Rosseland radiative conductivity

In a semitransparent solid that absorbs or scatters strongly, photons are emitted, deflected and reabsorbed within distances short compared with the body. The radiation at a point is then fixed by the temperature field nearby, and the net flux is proportional to the local temperature gradient. The coefficient is the radiative conductivity k_R, named after Rosseland, who introduced the associated mean opacity for stellar interiors in 1924. It is derived here from the transfer equation, with the first neglected terms, which set the range of validity.

1. Premises and conventions

ν is the frequency and λ0 = c0/ν the vacuum wavelength. I_ν(r, s) is the spectral intensity in the medium along the unit vector s, per unit frequency and solid angle. σ without subscript is the Stefan–Boltzmann constant.

(a) The medium is a statistically isotropic continuum with absorption coefficient κ_ν > 0, scattering coefficient σ_s,ν and real refractive index n. Mean free paths are long compared with the wavelength in the medium, so intensities add and a transfer equation exists. Polarisation is averaged over.

(b) Matter is in local thermodynamic equilibrium at T(r). By Kirchhoff's law the emission per unit volume, frequency and solid angle is κ_ν I_bν(T), with κ_ν net of stimulated emission.

(c) Scattering conserves ν. The phase function Φ_ν depends only on cos Θ = s·s′ and is normalised as (1/4π)∫Φ dΩ′ = 1. The asymmetry factor is g = (1/4π)∫Φ cos Θ dΩ′.

(d) The field is quasi-steady: T changes slowly compared with the time a photon survives before absorption.

(e) n is uniform and independent of frequency; section 5 relaxes this.

(f) T varies slowly in space and boundaries are far away, in a sense made quantitative in sections 6 and 7.

The equilibrium intensity follows from mode counting. The number of modes per unit volume, frequency and solid angle, both polarisations included, is 2k²(dk/dν)/(2π)³ with k = 2πnν/c0. Energy travels at the group velocity 2π dν/dk, so dk/dν cancels in the product, which is 2n²ν²/c0². Multiplying by hν and the Bose occupation gives

I_bν = n² B_ν(T), B_ν = (2hν³/c0²)/(eˣ − 1), x = hν/(k_B T). (1)

2. Transfer equation and collision operator

At each frequency (index ν suppressed) the balance along a ray is

s·∇I = −(κ + σ_s) I + κ I_b + (σ_s/4π)∫Φ(s·s′) I(s′) dΩ′. (2)

Collect the terms that act on direction only into the operator

𝓛[I](s) = (κ + σ_s) I(s) − (σ_s/4π)∫Φ(s·s′) I(s′) dΩ′,

so that (2) reads

𝓛[I] = κ I_b − s·∇I. (3)

𝓛 commutes with rotations, so spherical harmonics are its eigenfunctions. Two cases can be seen directly. For a function independent of s the normalisation of Φ gives 𝓛[1] = κ. For a·s with a constant vector a, the vector (1/4π)∫Φ(s·s′) s′ dΩ′ can point only along s, the sole direction available, and its projection on s is g by definition. Hence

𝓛[a·s] = β₁ a·s, β₁ = κ + σ_s(1 − g). (4)

In general, write Φ = Σ_l (2l + 1) g_l P_l(cos Θ), with g₀ = 1 and g₁ = g. The addition theorem P_l(s·s′) = [4π/(2l + 1)] Σ_m Y_lm(s) Y*_lm(s′) and the orthonormality of the Y_lm show that the scattering integral multiplies a harmonic of degree l by g_l. The eigenvalues are

β_l = κ + σ_s(1 − g_l). (5)

Since Φ ≥ 0 and |P_l| ≤ 1, |g_l| ≤ 1 and β_l ≥ κ > 0, so 𝓛 can be inverted. Its smallest eigenvalue is β₀ = κ: scattering removes anisotropy but cannot bring the isotropic part of the field to the local Planck value. β₁ is the transport extinction coefficient. A forward deflection (g → 1) does not degrade a flux and drops out of β₁.

The moments needed are G = ∫I dΩ and q = ∫s I dΩ, with ∫dΩ = 4π, ∫s dΩ = 0 and ∫s_i s_j dΩ = (4π/3)δ_ij. Integrating (2) over directions cancels the scattering terms and gives the exact relation

∇·q = κ(4π I_b − G). (6)

3. Expansion in gradients

Write I = I⁽⁰⁾ + I⁽¹⁾ + I⁽²⁾ + …, where I⁽ᵐ⁾ contains m spatial derivatives. In (3) the streaming term raises the order by one, so

𝓛[I⁽⁰⁾] = κ I_b, 𝓛[I⁽ᵐ⁾] = −s·∇I⁽ᵐ⁻¹⁾. (7)

Order zero. The source is isotropic and 𝓛[1] = κ, so I⁽⁰⁾ = I_b(T(r)). It carries no flux.

Order one. The source −s·∇I_b has the form a·s, and (4) gives

I⁽¹⁾ = −(1/β₁) s·∇I_b. (8)

Its flux is q_i = −(1/β₁) ∂_j I_b ∫s_i s_j dΩ, that is

q_ν = −[4π/(3β₁,ν)] ∇I_bν = −[4π/(3β₁,ν)] (dI_bν/dT) ∇T. (9)

No form of Φ was assumed beyond premise (c). At this order the phase function enters through g alone, and β₁ may depend on position.

Order two. The source is s_i s_j ∂_i(∂_j I_b/β₁). Splitting s_i s_j = δ_ij/3 + (s_i s_j − δ_ij/3) separates degree 0 from degree 2:

I⁽²⁾ = (1/3κ) ∇·(∇I_b/β₁) + (1/β₂)(s_i s_j − δ_ij/3) ∂_i(∂_j I_b/β₁). (10)

This is even in s and adds nothing to q. Its isotropic part gives G − 4πI_b = (4π/3κ)∇·(∇I_b/β₁), which inserted in (6) reproduces the divergence of (9), as it must.

Order three. Take a plane geometry with μ = s·ẑ, uniform coefficients, and primes for d/dz. With μ² − 1/3 = (2/3)P₂, equation (10) is I⁽²⁾ = I_b″[1/(3κβ₁) + (2/3)P₂/(β₁β₂)]. The recurrence μP₂ = (2P₁ + 3P₃)/5 shows that the degree-1 part of −μ dI⁽²⁾/dz is −μ I_b‴[1/(3κβ₁) + 4/(15β₁β₂)]. Only this part carries flux. Dividing by β₁ and using ∫μ² dΩ = 4π/3,

q_ν = −(4π/3β₁){I_b′ + [1/(3κβ₁) + 4/(15β₁β₂)] I_b‴ + …}. (11)

Without scattering κ = β₁ = β₂ = β and the bracket is 3/(5β²): the only length is the mean free path. With strong scattering the first term dominates. It is the square of the thermalisation length

ℓ = 1/√(3κβ₁), (12)

the scale over which a photon diffuses before it is absorbed. Gradients of κ, σ_s and g add further terms of the same order.

4. Frequency integration

Summing (9) over frequency gives q = −k_R ∇T with

k_R = (4π/3) ∫₀^∞ (1/β₁,ν)(dI_bν/dT) dν. (13)

The derivative is taken at fixed ν. From (1), dB_ν/dT = (2k_Bν²/c0²) x²eˣ/(eˣ − 1)², and with ν = k_BTx/h

(dB_ν/dT) dν = [2k_B⁴T³/(h³c0²)] x⁴eˣ/(eˣ − 1)² dx.

Because eˣ/(eˣ − 1)² = −d/dx[1/(eˣ − 1)], integration by parts gives ∫₀^∞ x⁴eˣ/(eˣ − 1)² dx = 4∫₀^∞ x³/(eˣ − 1) dx = 4π⁴/15, the boundary term vanishing at both ends. With σ = 2π⁵k_B⁴/(15h³c0²),

∫₀^∞ (dI_bν/dT) dν = 4n²σT³/π. (14)

Define the Rosseland mean by

1/β_R = ∫(1/β₁,ν)(dI_bν/dT) dν / ∫(dI_bν/dT) dν = ∫₀^∞ w(x)/β₁(x) dx, w(x) = (15/4π⁴) x⁴eˣ/(eˣ − 1)². (15)

Then (13) is (4π/3)(4n²σT³/π)/β_R, or

q = −k_R ∇T, k_R = 16 n²σT³/(3β_R), β₁,ν = κ_ν + σ_s,ν(1 − g_ν). (16)

The mean is harmonic because frequency intervals conduct in parallel, each in proportion to its transport mean free path 1/β₁,ν, so the most transparent intervals dominate. The weight is dI_b/dT because the flux responds to the change of I_b with position. Setting d ln w/dx = 0 gives x = 4 tanh(x/2), with root x = 3.83. For band models the same integration by parts gives the weight at wavelengths shorter than λ0, where x₀ = C₂/(λ0T) and C₂ = hc0/k_B = 14388 µm K:

W(x₀) = ∫_{x₀}^∞ w dx = F(x₀) + (15/4π⁴) x₀⁴/(e^{x₀} − 1), F(x₀) = (15/π⁴)∫_{x₀}^∞ x³/(eˣ − 1) dx. (17)

F is the usual blackbody fraction. The added term is positive, so the Rosseland weight lies at shorter wavelengths than the emissive power. Where phonons and pore gas conduct with coefficient k_c, the interior flux is −(k_c + k_R)∇T, since both parts are local in the same T.

5. Dispersive or non-uniform index

Equations (1) to (9) hold frequency by frequency. If n depends on ν, then

k_R = (4π/3)∫n_ν² (dB_ν/dT)/β₁,ν dν, (18)

and (16) is recovered with n² replaced by its average over the weight (dB_ν/dT)/β₁,ν. If n varies slowly in space, treat n and T as independent fields, so that to first order q = −A∇T − D∇n. At uniform T the medium is in equilibrium whatever n(r) is, hence D = 0, and A is the coefficient found at uniform n. A temperature dependence of n therefore adds no term in dn/dT: the derivative in (18) acts on B_ν only.

6. Boundaries

The expansion (7) contains no boundary condition, so it misses solutions of the homogeneous equation that decay away from a wall. They can be estimated by keeping degrees 0 and 1 only, I = (G + 3q·s)/4π (the P₁ approximation), without assuming G = 4πI_b. The first moment of (2) is then (1/3)∇G = −β₁q, and with (6), for uniform coefficients in one dimension,

q = −G′/(3β₁), G″ = (G − 4πI_b)/ℓ². (19)

The closure drops the degree-2 term, whose relative size in (11) is 4κ/(5β₂). It is small when scattering dominates.

Let a diffuse wall at z = +L/2 have emissivity ε into the medium and the temperature of the adjacent solid. The hemispherical fluxes of the P₁ intensity are G/4 + q/2 toward the wall and G/4 − q/2 away from it. The wall returns επI_b plus the fraction 1 − ε of what arrives. Solving G/4 − q/2 = επI_b + (1 − ε)(G/4 + q/2) gives Marshak's condition

q = C(G − 4πI_b), C = ε/[2(2 − ε)]. (20)

Impose I_b linear in z across −L/2 < z < L/2, with identical walls, and set u = G − 4πI_b and q_R = −(4π/3β₁)I_b′. Then u″ = u/ℓ², the symmetry makes u odd, u = A sinh(z/ℓ), and q = q_R − (A/3β₁ℓ) cosh(z/ℓ). With a = L/2ℓ, condition (20) gives A = q_R/[C sinh a + cosh a/(3β₁ℓ)], so

q(z)/q_R = 1 − cosh(z/ℓ)/(cosh a + 3β₁ℓC sinh a).

The average over the slab is

f = ⟨q⟩/q_R = 1 − tanh a/{a[1 + 3β₁ℓC tanh a]}. (21)

For a ≫ 1 the deficit is 2ℓ/[L(1 + 3β₁ℓC)] and is confined to layers of depth ℓ. For a ≪ 1, f → 1 − 1/(1 + 3β₁LC/2). Between black walls (C = 1/2) this is (3τ/4)/(1 + 3τ/4) with τ = β₁L, so a large τ suffices there. Between mirrors (C = 0), f = 1 − (tanh a)/a, which is small unless L ≫ ℓ, however large τ is. For a black wall (20) amounts to extrapolating G linearly over 2/(3β₁). The exact half-space (Milne) solution for conservative isotropic scattering gives 0.710/β₁, which indicates the accuracy of P₁ at a wall.

The profile was imposed. If it is left free, the steady energy balance for one band is k_cT″ = q′ = −κu. Linearising I_b in T and using k_R = (4π/3β₁) dI_b/dT,

u″ = G″ − 4π(dI_b/dT)T″ = 3κβ₁(1 + k_R/k_c) u.

The decay length becomes ℓ/√(1 + k_R/k_c). In a grey medium without conduction it vanishes, in line with (6): ∇·q = 0 forces G = 4πI_b. When conduction dominates, the full ℓ applies.

7. Range of validity

(i) At every frequency that carries appreciable weight w/β₁, the distance to the nearest boundary must be large compared with 1/β₁,ν. A band in which β₁ → 0 makes (15) diverge, which signals ballistic transport. Such a band must be removed from the mean and treated with (2).

(ii) For k_R to be a property of the medium alone, independent of the walls and of incident radiation, the distance must also be large compared with ℓ_ν, reduced by the coupling factor of section 6. Since ℓβ₁ = √(β₁/3κ), this is the stricter condition whenever β₁ > 3κ. Radiation arriving from a source at another temperature likewise penetrates to a depth ℓ.

(iii) The third-order term of (11) must be small. For a uniform gradient Γ = |T′| and I_b ∝ T⁴, I_b‴/I_b′ = 6(Γ/T)², so the relative correction is about 6(ℓΓ/T)² in a scattering medium and (18/5)[Γ/(βT)]² in a non-scattering one.

(iv) Mean free paths must exceed λ0/n by a wide margin. In densely porous solids σ_s and g are effective coefficients of the whole microstructure and cannot in general be summed over independent pores.

(v) Aligned pores or cracks violate premise (a). The eigenvalue argument (4) then fails and k_R becomes a tensor.

8. Illustration: porous yttria-stabilised zirconia at 1500 K

Porous YSZ is a wide-gap oxide that absorbs weakly in the near infrared, scatters strongly at its pores, and becomes opaque through multiphonon absorption at longer wavelengths. The inputs below form a three-band model. All are assumed values, chosen to reproduce this typical behaviour for an assumed porosity near 15 %. The effective index is assumed to be n = 2.0, slightly below the typical 2.1 of the dense oxide, and the non-radiative conductivity is assumed to be k_c = 1.0 W m⁻¹ K⁻¹, typical of plasma-sprayed material.

Assumed inputs (κ and σ_s in mm⁻¹):
band 1, λ0 < 5 µm: κ = 0.1, σ_s = 40, g = 0.5
band 2, 5 to 8 µm: κ = 5, σ_s = 20, g = 0.5
band 3, λ0 > 8 µm: κ = 100, σ_s = 10, g = 0.5

At 1500 K the maximum of w lies at λ0 = 2.50 µm, and the band edges are x₀ = 1.918 and 1.199. From (17), band 1 holds the fraction 0.8344 of the blackbody emission but 0.9241 of the Rosseland weight. The prefactor is 16n²σT³/3 = 4083 W m⁻² K⁻¹, and band j contributes k_j = 4083 W m⁻² K⁻¹ × W_j/β₁,j.

Computed for the model (β₁ in mm⁻¹, k_j in W m⁻¹ K⁻¹, ℓ in mm):
band 1: β₁ = 20.1, W = 0.9241, k_j = 0.188, ℓ = 0.407
band 2: β₁ = 15, W = 0.0553, k_j = 0.015, ℓ = 0.067
band 3: β₁ = 105, W = 0.0206, k_j = 0.001, ℓ = 0.0056

The mean is 1/β_R = 0.9241/20.1 + 0.0553/15 + 0.0206/105 = 0.04986 mm, so β_R = 20.06 mm⁻¹, and

k_R = 4083 W m⁻² K⁻¹ × 4.986 × 10⁻⁵ m = 0.204 W m⁻¹ K⁻¹.

The model's value is thus about 0.20 W m⁻¹ K⁻¹, or 17 % of k_c + k_R. Using κ + σ_s in place of the transport coefficient would give 0.10 W m⁻¹ K⁻¹, and omitting n² would lose a factor of 4. Choosing n = 2.1 raises k_R by 10 %. The real index falls toward the lattice absorption at long wavelength, but band 3 contributes too little for this to matter. Premise (a) is met in band 1: the extinction mean free path 1/(κ + σ_s) = 25 µm is 20 times the wavelength of 1.25 µm in the medium at the maximum of w.

The validity conditions are decided by band 1. With g₂ = g² = 0.25, as for a Henyey–Greenstein phase function, β₂ = 30.1 mm⁻¹. The two terms in the bracket of (11) are then ℓ² = 0.166 mm² and 4/(15β₁β₂) = 4.4 × 10⁻⁴ mm², so thermalisation sets the scale and the P₁ closure is good. For the walls assume ε = 0.25, C = 1/14. At a smooth free surface total internal reflection returns the fraction 1 − 1/n² = 0.75 of diffuse radiation, so 0.25 is the upper limit there, and the same value is assumed for the opposite face. In band 1, 3β₁ℓ = 24.6.

A plate with L = 10 mm and an assumed drop of 300 K has τ = 201 and a = 12.3. The interior correction 6(ℓΓ/T)² is 4 × 10⁻⁴, and (21) gives f = 0.97. The Rosseland description holds, with a wall deficit of 3 %.

A coating of typical thickness L = 0.3 mm has τ = 6.0 and might be called optically thick, but a = 0.37. Equation (21) gives f = 0.41 in band 1, against 0.82 for black walls and 0.043 for mirrors. With f = 0.64 and 0.97 in bands 2 and 3, the apparent radiative conductivity Σ f_j k_j is about 0.09 W m⁻¹ K⁻¹, less than half of k_R. Coupling to conduction shortens ℓ in band 1 by the factor √(1 + 0.188/1.0) = 1.09, which this estimate neglects, so only one figure is kept. In such a layer the radiative flux depends on the interfaces and on the radiation incident from outside, and (19) or (2) must be solved with boundary conditions.

Both numbers belong to the model. They place radiation as a minor part of a total conductivity of order 1 W m⁻¹ K⁻¹, but the inputs were chosen for typical behaviour, so this is no test of them. k_R is nearly proportional to 1/[σ_s(1 − g)] in band 1, a quantity that typically changes by a factor of two or more with pore size, porosity and sintering, and a given specimen can depart from 0.20 W m⁻¹ K⁻¹ by that factor in either direction.